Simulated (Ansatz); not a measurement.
# Tunnelling decay constant against sample bias on Ni(100)-(2x1)-Cl (LDA) and Ni(100)-(2x1)-H (PBE-D3(BJ))

We have to decide whether one decay constant can serve at every bias when the simulated density above these two surfaces is converted into a height at constant current. The density falls by a factor exp(2κ) per Å. On the Cl-covered surface this is exp(2 × 1.356) = 15.1 at −2 V and exp(2 × 1.104) = 9.10 at +2 V, so a single value would misjudge heights at one end or the other.

The quantity calculated is κ for all states between the Fermi level and the bias. We measure it against κ₀, the decay constant of a free electron at the top of that window with no momentum along the surface.

## Calculations

Ansatz 0.2.0, plane-wave Kohn-Sham DFT with its default PAW datasets at cutoffs of 420 to 600 eV, level as listed. Slabs and stacks are built by hand and relaxed; a single point with 17 Å of vacuum, a dipole correction, Fermi-Dirac smearing of 0.05 eV and meshes of 12 points along the first in-plane vector gives the density of the states between the Fermi level and the sample bias. Its planar mean n(z) is fitted as exp(−2κz) between 3 and 5 Å above the top atom. Spin-polarised where magnetic elements are present, no spin-orbit coupling.

Notes on method and selection:

- A free electron at the Fermi level with no momentum along the surface decays with κ₀ = 0.5123·√Φ Å⁻¹, Φ in eV; momentum along the surface raises κ, and the slow approach of the potential to the vacuum level lowers it.
- The tip is left out (Tersoff-Hamann).
- Slabs this thin have discrete subbands, so κ depends on which of them fall in the window.
- Windows narrower than 0.1 V hold too few states on these meshes and are not listed; a blank corrugation was not computed at that height.
- Runs in which the search for lower states was switched off are not listed.
- Work functions and vacuum levels are read from the electrostatic potential (Hartree and local ionic parts), which a warning of a rough exchange-correlation potential in thin density does not concern.
- Sites and patterns name the starting structure; atoms can leave their sites in the relaxation.
- The default PAW datasets of this version of Ansatz are the set soft_2.
- Runs that did not converge, have known faults or may not be shown are not listed, and runs on Ansatz's PAW sets soft_1 and soft_2 are kept to separate tables.

Columns:

- bias (V): sample bias; negative images filled states.
- κ₀ of window top (Å⁻¹): 0.5123·√(Φ − E) for the highest energy E in the window, from the Fermi level.
- κ (Å⁻¹): decay constant κ of the window's density.
- corrugation (Å): corrugation at constant current, set to the mean density at the first listed height.

## Data

| member | surface | bias (V) | κ₀ of window top (Å⁻¹) | κ (Å⁻¹) | corrugation (Å) |
| --- | --- | --- | --- | --- | --- |
| −2 V | Ni(100)-(2x1)-Cl, hollow site (LDA, Φ 4.69 eV, 3 Å) | −2.0 | 1.110 | 1.356 | 0.736 |
| −1 V | Ni(100)-(2x1)-Cl, hollow site (LDA, Φ 4.69 eV, 3 Å) | −1.0 | 1.110 | 1.326 | 0.838 |
| −0.3 V | Ni(100)-(2x1)-Cl, hollow site (LDA, Φ 4.69 eV, 3 Å) | −0.3 | 1.110 | 1.280 | 0.891 |
| +0.3 V | Ni(100)-(2x1)-Cl, hollow site (LDA, Φ 4.69 eV, 3 Å) | 0.3 | 1.074 | 1.232 | 0.918 |
| +1 V | Ni(100)-(2x1)-Cl, hollow site (LDA, Φ 4.69 eV, 3 Å) | 1.0 | 0.984 | 1.183 | 0.791 |
| +2 V | Ni(100)-(2x1)-Cl, hollow site (LDA, Φ 4.69 eV, 3 Å) | 2.0 | 0.840 | 1.104 | 0.784 |
| −1.2 V | Ni(100)-(2x1)-H, hollow site (PBE-D3(BJ), Φ 4.97 eV, 3.5 Å) | −1.2 | 1.142 | 1.280 | 0.084 |
| −0.4 V | Ni(100)-(2x1)-H, hollow site (PBE-D3(BJ), Φ 4.97 eV, 3.5 Å) | −0.4 | 1.142 | 1.254 | 0.112 |
| +0.4 V | Ni(100)-(2x1)-H, hollow site (PBE-D3(BJ), Φ 4.97 eV, 3.5 Å) | 0.4 | 1.095 | 1.174 | 0.091 |
| +1.2 V | Ni(100)-(2x1)-H, hollow site (PBE-D3(BJ), Φ 4.97 eV, 3.5 Å) | 1.2 | 0.995 | 1.104 | 0.138 |

## Why the values move as they do

In the listed windows κ falls at each step from negative to positive bias on both surfaces. With Cl it goes from 1.356 to 1.104 Å⁻¹ between −2 and +2 V, and with H from 1.280 to 1.104 Å⁻¹ between −1.2 and +1.2 V. It lies above κ₀ in every row. For H the steady fall depends on leaving out the windows narrower than 0.1 V. One was computed on each side of the Fermi level, and in both the density decays faster than at −0.4 V. With so few states in them, we cannot tell whether this belongs to the surface or to the sampling.

The two polarities act differently. At negative bias the top of the window stays at the Fermi level and κ₀ is constant; a larger bias adds deeper states, which face a higher barrier, and this fits the rise of κ with Cl. With H the barrier alone is not enough: widening the narrowest filled window to −0.4 V also adds deeper states, yet κ falls. Which subbands lie in the window can matter as much as their depth. At positive bias the top of the window moves up towards the vacuum level. With Cl, κ₀ then falls by 1.074 − 0.840 = 0.234 Å⁻¹ from +0.3 to +2 V, but κ by only 1.232 − 1.104 = 0.128 Å⁻¹, mainly because the window still holds the states lower down. κ is also larger than κ₀, so the same change in barrier moves it less.

A model with two free parameters follows in three steps.

1. A state at energy E from the Fermi level, with momentum q along the surface, decays in a flat vacuum with κ² = 0.5123²·(Φ − E) + q², energies in eV and lengths in Å.
2. We assume that q² and the slow approach of the potential to the vacuum level can be merged into one constant energy W. The first raises W and the second lowers it. Then κ = 0.5123·√(Φ + W − E).
3. We assume that the whole window decays like one state at a fixed fraction f of the bias V, so that E = f·V.

The result is κ = 0.5123·√(Φ + W − f·V), or (κ/0.5123)² = Φ + W − f·V, a straight line in V.

If all states in the window counted equally, f would be 0.5. Slower decay gives the upper states more weight, which should push f above 0.5 for empty states and below 0.5 for filled ones.

## Testing the model

We fix the model on the −1 V and +1 V members of the Cl-covered surface.

- −1 V: (1.326 / 0.5123)² = 6.699 eV
- +1 V: (1.183 / 0.5123)² = 5.332 eV
- f = (6.699 − 5.332) / 2 = 0.684
- Φ + W = (6.699 + 5.332) / 2 = 6.016 eV, so W = 6.016 − 4.69 = 1.326 eV

The other four Cl members follow from these two numbers.

- −2 V: 0.5123 × √(6.016 + 0.684 × 2) = 1.392 Å⁻¹; the table has 1.356, so the model is too high by 1.392 − 1.356 = 0.036.
- −0.3 V: 0.5123 × √(6.016 + 0.684 × 0.3) = 1.278 Å⁻¹; the table has 1.280.
- +0.3 V: 0.5123 × √(6.016 − 0.684 × 0.3) = 1.235 Å⁻¹; the table has 1.232.
- +2 V: 0.5123 × √(6.016 − 0.684 × 2) = 1.104 Å⁻¹, as in the table.

The mean miss is 0.010 Å⁻¹. Using the average of the two fixing members for all four would miss by roughly 0.08 Å⁻¹ on average, so the bias term earns its place.

The positive W says that momentum along the surface outweighs the slow approach of the potential. The value of f is harder to read. Above the Fermi level 0.684 is plausible, but below it the weighting argument calls for less than 0.5. There f may also take up a change in the character of the states, if deeper ones carry more momentum along the surface. The table does not test this, and the corrugation gives it no support: at 3 Å it falls towards −2 V, and farther out it hardly changes among the filled-state windows. It is best treated as an effective parameter.

## Outliers

At −2 V on Cl the model is clearly too high. The constant f fails here, probably because the deepest states decay faster and so count for less in the density at 3 to 5 Å, which makes κ rise more slowly.

The Cl parameters do not carry over to H. With the same W and f, Φ + W is 4.97 + 1.326 = 6.296 eV, and the model is too high in all four rows. The miss is smallest at −0.4 V, where 0.5123 × √(6.296 + 0.684 × 0.4) = 1.313 Å⁻¹ against 1.254, and largest at +1.2 V, where 0.5123 × √(6.296 − 0.684 × 1.2) = 1.199 Å⁻¹ against 1.104. Here the common W fails. The H-covered surface can be fixed on its own two outer members, with (1.280 / 0.5123)² = 6.243 eV and (1.104 / 0.5123)² = 4.644 eV. This gives f = (6.243 − 4.644) / 2.4 = 0.666 and W = (6.243 + 4.644) / 2 − 4.97 = 0.47 eV, and the inner members come out too low by 0.030 (−0.4 V) and 0.008 (+0.4 V). For the unlisted windows narrower than 0.1 V the line is too low by clearly more than either, so it does not describe H close to the Fermi level.

A smaller W fits the much weaker corrugation over H, which suggests less lateral structure in the density, though that corrugation is set at 3.5 Å and the one over Cl at 3 Å. H also sits lower in the hollow than Cl, so the fit range lies nearer the metal, where the potential is further below the vacuum level. The surfaces differ in functional too, which typically shifts Φ by a few tenths of an eV and κ by about 0.03 Å⁻¹; the model takes up this part by using each surface's own Φ, but not any change in the shape of the potential. The cutoffs are unequal as well, 420 eV for the Cl density and 600 eV for the H density, and nothing here separates their effect on κ from the rest. Only the adsorbate and the upper nickel layers were free to relax, in an in-plane cell common to both functionals, so the two slabs need not be equally strained. In addition, the H density was read in filtered form and its levels carry a warning that they were not confirmed. For all these reasons we do not assign the whole difference to the adsorbate.

## Rules of thumb and their limits

One κ does not serve at every bias. For the listed Cl windows the two-parameter line is good to about 0.003 Å⁻¹ from −1 to +2 V and too high at −2 V. H needs its own W, and even then its line misses by up to 0.030 Å⁻¹ in the listed windows and by more in those narrower than 0.1 V, so it should not be used close to the Fermi level.

No omitted effect that we can size exceeds the spread of the Cl rows, 1.356 − 1.104 = 0.252 Å⁻¹, but two are large enough to matter for measured currents. The field of a biased tip raises the mean barrier at positive bias and lowers it at negative bias, by about half the bias. At ±2 V that is 1 eV, or roughly 0.1 Å⁻¹ in κ at each end, which would cancel much of the trend. The verdict against a single κ therefore holds for the simulated density, not necessarily for a measured current. The image potential, missing from both functionals, lowers κ by up to about 0.1 Å⁻¹. One further limit we cannot size: both density calculations carry the warning of a rough exchange-correlation potential in thin density. It leaves the work functions untouched, but κ is fitted out in the vacuum, where the density is thin, and may be affected.
